**Frontier levels and energy differences of linear RuF₂⁺ against the share of exact exchange**

The table holds vertical ionisation and attachment energies and HOMO and LUMO energies of doublet RuF₂⁺ at one geometry, from PySCF with def2-TZVP and a core potential on Ru, for seven functionals, HF and MP2 on unrestricted references. The program tests d(a) = (1 − a)K/2 − R for the mismatches dI = IE + HOMO and dA = −LUMO − EA, fitted to the seven functionals with and without a meta-GGA offset, with HF held out. The gap spreads over 12.52 eV while IE − EA spreads over 0.71 eV in the eight rows with orbital energies, and the lines with offset fit to 0.06 and 0.07 eV rms and predict HF to about 0.2 eV. HF lies more than 1 eV below the extended line for ionisation, and MP2 lowers ionisation by a further 0.76 eV. The output also lists pair slopes, charges and ⟨S²⟩; the ⟨S²⟩ values show strong and uneven spin contamination of the reference, ionised and attached species.

Linear RuF₂⁺ (doublet, gas phase) at its PBE0 geometry, Ru–F 1.76 Å, computed with PySCF 2.14.0: unrestricted DFT, HF and MP2 (two frozen core orbitals), def2-TZVP with a 28-electron core potential on Ru, density fitting, no spin-orbit coupling. Ionisation and attachment are vertical total-energy differences to the triplet dication and the triplet neutral molecule.

## Analysis program

```python
# Table: linear RuF2+ (doublet, Ru-F 1.76 A), PySCF, def2-TZVP with ECP, unrestricted; vertical
# ionisation, attachment, HOMO, LUMO (eV) at nine levels. Tested: d(a) = (1-a)K/2 - R, linear in the
# exact-exchange share a, for dI = IE + HOMO and dA = -LUMO - EA; midpoint rule; HF and MP2 rows.
T = {
    'method': ['PBE', 'r2SCAN', 'TPSSh', 'r2SCANh', 'B3LYP', 'PBE0', 'BHandHLYP', 'HF', 'MP2'],
    'exx': [0, 0, 10, 10, 20, 25, 50, 100, None],  # %
    'ie': [18.32, 18.36, 18.4, 18.58, 18.88, 18.84, 19.36, 19.23, 18.47],  # eV
    'ea': [9.49, 9.94, 9.67, 10.09, 9.93, 9.96, 10.27, 10.1, 10.09],  # eV
    'homo': [-13.79, -14.27, -14.75, -15.09, -15.67, -16.0, -18.18, -21.56, None],  # eV
    'lumo': [-13.4, -13.39, -12.76, -12.96, -12.71, -12.38, -11.38, -8.65, None],  # eV
}
import numpy as np
from scipy import constants as C
Eh = C.physical_constants['Hartree energy in eV'][0]
e2 = C.e / (4 * np.pi * C.epsilon_0) * 1e10  # eV*Angstrom
k = [i for i, h in enumerate(T['homo']) if h is not None]
m = [T['method'][i] for i in k]
a, ie, ea, ho, lu = (np.array([T[c][i] for i in k], float) for c in ('exx', 'ie', 'ea', 'homo', 'lumo'))
a = a / 100
dI, dA, gap, fg = ie + ho, -lu - ea, lu - ho, ie - ea
mid = (ho + lu) / 2 + (ie + ea) / 2
j = {n: i for i, n in enumerate(m)}
meta = np.array([n in ('r2SCAN', 'TPSSh', 'r2SCANh') for n in m], float)
dft = np.array([n != 'HF' for n in m])
hf = j['HF']
def fit(y, off):
    X = np.column_stack([np.ones_like(a), a] + ([meta] if off else []))
    p = np.linalg.lstsq(X[dft], y[dft], rcond=None)[0]
    return p, y - X @ p
(pI, rI), (pA, rA) = fit(dI, True), fit(dA, True)
print('eV; dI=IE+HOMO, dA=-LUMO-EA, mid=(HOMO+LUMO)/2+(IE+EA)/2; rounding limit 0.01 on dI, dA, mid')
print('method       a    gap  IE-EA    dI  resid    dA  resid    mid   (HF not fitted)')
for i, n in enumerate(m):
    print(f'{n:10s}{a[i]:5.2f}{gap[i]:7.2f}{fg[i]:6.2f}{dI[i]:7.2f}{rI[i]:+7.2f}{dA[i]:6.2f}{rA[i]:+7.2f}{mid[i]:+7.2f}')
q = T['method'].index('MP2')
print(f"MP2: IE-EA {T['ie'][q]-T['ea'][q]:.2f}; minus HF: IE {T['ie'][q]-ie[hf]:+.2f}, EA {T['ea'][q]-ea[hf]:+.2f} eV")
print(f'spread over 8 rows: gap {np.ptp(gap):.2f}, IE-EA {np.ptp(fg):.2f}, HOMO {np.ptp(ho):.2f}, LUMO {np.ptp(lu):.2f}, IE {np.ptp(ie):.2f}, EA {np.ptp(ea):.2f} eV')
print('fits to 7 functionals, slope in eV per 100 % exchange; HF residual = table - line')
for lab, y in (('dI', dI), ('dA', dA), ('IE', ie), ('EA', ea)):
    for off in (False, True):
        p, r = fit(y, off)
        w = int(np.argmax(np.abs(r) * dft))
        s = f'meta offset {p[2]:+.2f}' if off else 'no offset        '
        print(f'{lab} {s} start {p[0]:.2f} slope {p[1]:+.2f} rms {np.sqrt(np.mean(r[dft]**2)):.3f} worst {m[w]} {r[w]:+.2f} HF {r[hf]:+.2f}')
for lab, p, y in (('dI', pI, dI), ('dA', pA, dA)):
    b = j['BHandHLYP']
    z = a[b] + y[b] * (a[hf] - a[b]) / (y[b] - y[hf])
    print(f'{lab}: K {-2*p[1]:.1f} eV, length e2/K {e2/(-2*p[1]):.1f} A; zero at {-100*p[0]/p[1]:.0f} % (GGA line), {100*z:.0f} % (BHandHLYP-HF)')
print('pair slopes, eV per 100 %:   dI     dA     IE     EA   HOMO   LUMO  rounding limit (dI)')
sl = []
for x, y in (('PBE', 'PBE0'), ('r2SCAN', 'r2SCANh'), ('B3LYP', 'BHandHLYP'), ('BHandHLYP', 'HF')):
    da = a[j[y]] - a[j[x]]
    v = [(c[j[y]] - c[j[x]]) / da for c in (dI, dA, ie, ea, ho, lu)]
    sl.append(v)
    print(f'{x+" to "+y:24s}' + ''.join(f'{t:+7.2f}' for t in v) + f'{0.02/da:7.2f}')
for x, y in (('r2SCAN', 'PBE'), ('r2SCANh', 'TPSSh'), ('B3LYP', 'PBE0'), ('HF', 'BHandHLYP'), ('BHandHLYP', 'PBE')):
    print(f'{x} - {y}: IE {ie[j[x]]-ie[j[y]]:+.2f}, EA {ea[j[x]]-ea[j[y]]:+.2f}, gap {gap[j[x]]-gap[j[y]]:+.2f} eV')
# further outputs of the same runs: <S^2>, Mulliken charge on Ru, spin per F
st = {'PBE': (1.274, 1.414, 0.108), 'r2SCAN': (1.438, 1.532, 0.079), 'B3LYP': (1.331, 1.549, 0.099),
      'PBE0': (1.405, 1.568, 0.088), 'HF': (1.668, 1.982, 0.015)}
for n, (s2, qr, sf) in st.items():
    print(f'{n}: S2 {s2:.2f}, excess over 0.75 {s2-0.75:.2f}, Ru charge {qr:.2f} e, spin per F {sf:.3f}')
# further outputs: <S^2> of the triplet ionised and attached species
for n, (sc, sa) in {'PBE0': (2.035, 2.769), 'HF': (2.497, 2.861)}.items():
    print(f'{n}: S2 excess over 2.00, ionised {sc-2:.2f}, attached {sa-2:.2f}')
# further outputs: MP2 correlation (total, same spin, opposite spin), hartree
ref = np.array([-0.89298, -0.26118, -0.63181])
cat = np.array([-0.92083, -0.27856, -0.64227])
att = np.array([-0.89238, -0.26476, -0.62761])
for lab, d in (('IE', (cat - ref) * Eh), ('EA', (ref - att) * Eh)):
    print(f'MP2 correlation part of {lab}: total {d[0]:+.2f}, same spin {d[1]:+.2f}, opposite spin {d[2]:+.2f} eV')
assert all(dI[dft] > 0) and all(dA[dft] > 0) and dI[hf] < 0 and dA[hf] < 0
assert np.ptp(gap) > 10 * np.ptp(fg)
assert all(-8 < v[0] < -5 and -8 < v[1] < -5 for v in sl[:3])
assert np.max(np.abs(mid)) < 0.5
```

Running it gives:

```
eV; dI=IE+HOMO, dA=-LUMO-EA, mid=(HOMO+LUMO)/2+(IE+EA)/2; rounding limit 0.01 on dI, dA, mid
method       a    gap  IE-EA    dI  resid    dA  resid    mid   (HF not fitted)
PBE        0.00   0.39  8.83   4.53  +0.01  3.91  +0.03  +0.31
r2SCAN     0.00   0.88  8.42   4.09  -0.10  3.45  -0.06  +0.32
TPSSh      0.10   1.99  8.73   3.65  +0.13  3.09  +0.14  +0.28
r2SCANh    0.10   2.13  8.49   3.49  -0.03  2.87  -0.08  +0.31
B3LYP      0.20   2.96  8.95   3.21  +0.02  2.78  +0.02  +0.21
PBE0       0.25   3.62  8.88   2.84  -0.02  2.42  -0.07  +0.21
BHandHLYP  0.50   6.80  9.09   1.18  -0.02  1.11  +0.01  +0.03
HF         1.00  12.91  9.13  -2.33  -0.21 -1.45  +0.24  -0.44
MP2: IE-EA 8.38; minus HF: IE -0.76, EA -0.01 eV
spread over 8 rows: gap 12.52, IE-EA 0.71, HOMO 7.77, LUMO 4.75, IE 1.04, EA 0.78 eV
fits to 7 functionals, slope in eV per 100 % exchange; HF residual = table - line
dI no offset         start 4.29 slope -6.11 rms 0.153 worst PBE +0.24 HF -0.51
dI meta offset -0.33 start 4.52 slope -6.63 rms 0.063 worst TPSSh +0.13 HF -0.21
dA no offset         start 3.62 slope -4.97 rms 0.171 worst PBE +0.29 HF -0.10
dA meta offset -0.37 start 3.88 slope -5.56 rms 0.071 worst TPSSh +0.14 HF +0.24
IE no offset         start 18.33 slope +2.10 rms 0.075 worst TPSSh -0.14 HF -1.20
IE meta offset -0.06 start 18.37 slope +2.00 rms 0.071 worst TPSSh -0.11 HF -1.15
EA no offset         start 9.73 slope +1.06 rms 0.167 worst r2SCANh +0.25 HF -0.69
EA meta offset +0.23 start 9.57 slope +1.42 rms 0.136 worst TPSSh -0.28 HF -0.90
dI: K 13.3 eV, length e2/K 1.1 A; zero at 68 % (GGA line), 67 % (BHandHLYP-HF)
dA: K 11.1 eV, length e2/K 1.3 A; zero at 70 % (GGA line), 72 % (BHandHLYP-HF)
pair slopes, eV per 100 %:   dI     dA     IE     EA   HOMO   LUMO  rounding limit (dI)
PBE to PBE0               -6.76  -5.96  +2.08  +1.88  -8.84  +4.08   0.08
r2SCAN to r2SCANh         -6.00  -5.80  +2.20  +1.50  -8.20  +4.30   0.20
B3LYP to BHandHLYP        -6.77  -5.57  +1.60  +1.13  -8.37  +4.43   0.07
BHandHLYP to HF           -7.02  -5.12  -0.26  -0.34  -6.76  +5.46   0.04
r2SCAN - PBE: IE +0.04, EA +0.45, gap +0.49 eV
r2SCANh - TPSSh: IE +0.18, EA +0.42, gap +0.14 eV
B3LYP - PBE0: IE +0.04, EA -0.03, gap -0.66 eV
HF - BHandHLYP: IE -0.13, EA -0.17, gap +6.11 eV
BHandHLYP - PBE: IE +1.04, EA +0.78, gap +6.41 eV
PBE: S2 1.27, excess over 0.75 0.52, Ru charge 1.41 e, spin per F 0.108
r2SCAN: S2 1.44, excess over 0.75 0.69, Ru charge 1.53 e, spin per F 0.079
B3LYP: S2 1.33, excess over 0.75 0.58, Ru charge 1.55 e, spin per F 0.099
PBE0: S2 1.41, excess over 0.75 0.66, Ru charge 1.57 e, spin per F 0.088
HF: S2 1.67, excess over 0.75 0.92, Ru charge 1.98 e, spin per F 0.015
PBE0: S2 excess over 2.00, ionised 0.04, attached 0.77
HF: S2 excess over 2.00, ionised 0.50, attached 0.86
MP2 correlation part of IE: total -0.76, same spin -0.47, opposite spin -0.28 eV
MP2 correlation part of EA: total -0.02, same spin +0.10, opposite spin -0.11 eV
```
